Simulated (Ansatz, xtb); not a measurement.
**Two isomers of C5H6BNO2**

We compare X, `OB(O)c1ccccn1`, a singlet, with Y, `C[C@@H]1OB(O)C=C1C#N`, a singlet. Both are isolated molecules in the gas phase, relaxed with B3LYP/def2-SVP; the shapes shown needn't be the lowest conformers.

X (Å):

| atom | x (Å) | y (Å) | z (Å) |
| --- | --- | --- | --- |
| C | -0.0402 | 0.3500 | 0.3518 |
| C | -0.8142 | 0.9463 | 1.3651 |
| C | -1.4141 | 0.1449 | 2.3384 |
| C | -1.2233 | -1.2354 | 2.2723 |
| C | -0.4380 | -1.7463 | 1.2302 |
| B | 0.6500 | 1.2349 | -0.7627 |
| N | 0.1362 | -0.9880 | 0.2996 |
| O | 0.4502 | 2.5892 | -0.6813 |
| O | 1.3926 | 0.6291 | -1.7285 |
| H | 0.8758 | 3.1176 | -1.3665 |
| H | 1.7886 | 1.2194 | -2.3802 |
| H | -0.9366 | 2.0315 | 1.3776 |
| H | -2.0193 | 0.5887 | 3.1338 |
| H | -1.6700 | -1.9084 | 3.0086 |
| H | -0.2700 | -2.8282 | 1.1520 |

Y (Å):

```yaml
atoms:
  - { symbol: C, position_ang: [-2.0245, 0.5609, 0.7626] }
  - { symbol: C, position_ang: [-0.8574, -0.4181, 0.6980] }
  - { symbol: C, position_ang: [-0.7206, -2.4096, -0.5976] }
  - { symbol: C, position_ang: [-1.2653, -1.8776, 0.5206] }
  - { symbol: C, position_ang: [-2.1159, -2.5335, 1.4643] }
  - { symbol: B, position_ang: [0.1182, -1.2359, -1.2229] }
  - { symbol: N, position_ang: [-2.8092, -3.0410, 2.2465] }
  - { symbol: O, position_ang: [-0.0203, -0.1357, -0.4146] }
  - { symbol: O, position_ang: [0.8834, -1.1703, -2.3380] }
  - { symbol: H, position_ang: [-2.6426, 0.4823, -0.1449] }
  - { symbol: H, position_ang: [-1.6419, 1.5892, 0.8376] }
  - { symbol: H, position_ang: [-2.6558, 0.3552, 1.6406] }
  - { symbol: H, position_ang: [-0.2512, -0.3230, 1.6190] }
  - { symbol: H, position_ang: [0.9156, -1.9947, -2.8357] }
  - { symbol: H, position_ang: [-0.8889, -3.4431, -0.9064] }
```

**Question.** Estimate E(Y) − E(X) at the level CCSD(T)/def2-SVP + ΔMP2/def2-TZVPP.

**Answer.** Calculated at CCSD(T)/def2-SVP + ΔMP2/def2-TZVPP: E(Y) − E(X) = +0.605 eV, so structure X lies lower.

How the difference moves with the method:

| level | geometry | E(Y) − E(X) (eV) | departure from the last row (eV) | job, with rough time for the two |
| --- | --- | --- | --- | --- |
| GFN2-xTB | GFN2-xTB | +0.943 | +0.338 | optimisation, 0.23 s |
| HF/STO-3G | GFN2-xTB | −0.499 | −1.104 | single point, 0.4 s |
| r2SCAN-D4/def2-SVP | GFN2-xTB | +0.847 | +0.242 | single point, 4.1 s |
| B3LYP/def2-SVP | B3LYP/def2-SVP | +0.810 | +0.205 | optimisation, 48 s |
| HF/def2-SVP | B3LYP/def2-SVP | +0.642 | +0.038 | part of the CCSD(T) run |
| MP2/def2-SVP | B3LYP/def2-SVP | +0.561 | −0.043 | part of the CCSD(T) run |
| CCSD(T)/def2-SVP | B3LYP/def2-SVP | +0.475 | −0.130 | single point |
| CCSD(T)/def2-SVP + ΔMP2/def2-TZVPP | B3LYP/def2-SVP | +0.605 |  | single point, 2.2 min |

As drawn, Y has 3 C–C, 1 C–O, 1 C=C, 1 C≡N, 1 C–H in place of 4 C∷C, 2 C∷N, 1 O–H (∷ is an aromatic bond). Structure X has a 6-membered ring (with an aromatic ring), Y a 5-membered ring.

HF/STO-3G puts the two in the other order. The largest departure from CCSD(T)/def2-SVP + ΔMP2/def2-TZVPP is that of HF/STO-3G, 1.104 eV. The last row adds to CCSD(T) the change of the MP2 difference between the two basis sets, here +0.130 eV, a large step that makes the value less sure.

With thermal terms from frequencies at re-optimised GFN2-xTB minima (ideal gas, soft modes damped towards free rotors, one conformer each, 298.15 K, 1 atm): on the last row, ΔE + ΔZPE = +0.602, ΔH = +0.615, ΔG = +0.594 eV.

The correlated steps freeze 9 core orbitals. Mirror images aren't counted in ΔG. Codes used: Ansatz 0.2.0, xtb 6.7.1; the last row on 4 threads of Arm Neoverse V2 on a shared host.

The pyridylboronic acid X lies below the cyano-substituted oxaborole Y, and thermal terms barely alter the gap. Boron has one carbon and two oxygen neighbours in both isomers, so the preference probably stems mainly from the aromatic stabilisation of the pyridine ring. Y partly compensates with a strong nitrile bond conjugated to the ring C=C.

The reversed order in HF/STO-3G points chiefly to the inflexible minimal basis, since Hartree–Fock with def2-SVP already restores the sign. The latter's closeness to the final value is partly cancellation: in the small basis correlation favours Y, whereas the basis correction favours X.

In the X geometry both hydroxyl hydrogens point away from the ring, leaving the nitrogen lone pair without an internal hydrogen bond. Turning the nearer O–H towards nitrogen would probably stabilise X and widen the gap, unless Y has a comparable conformational gain. The energetic preference for X doesn't imply chemical persistence, as 2-pyridylboronic acids are notoriously prone to protodeboronation.
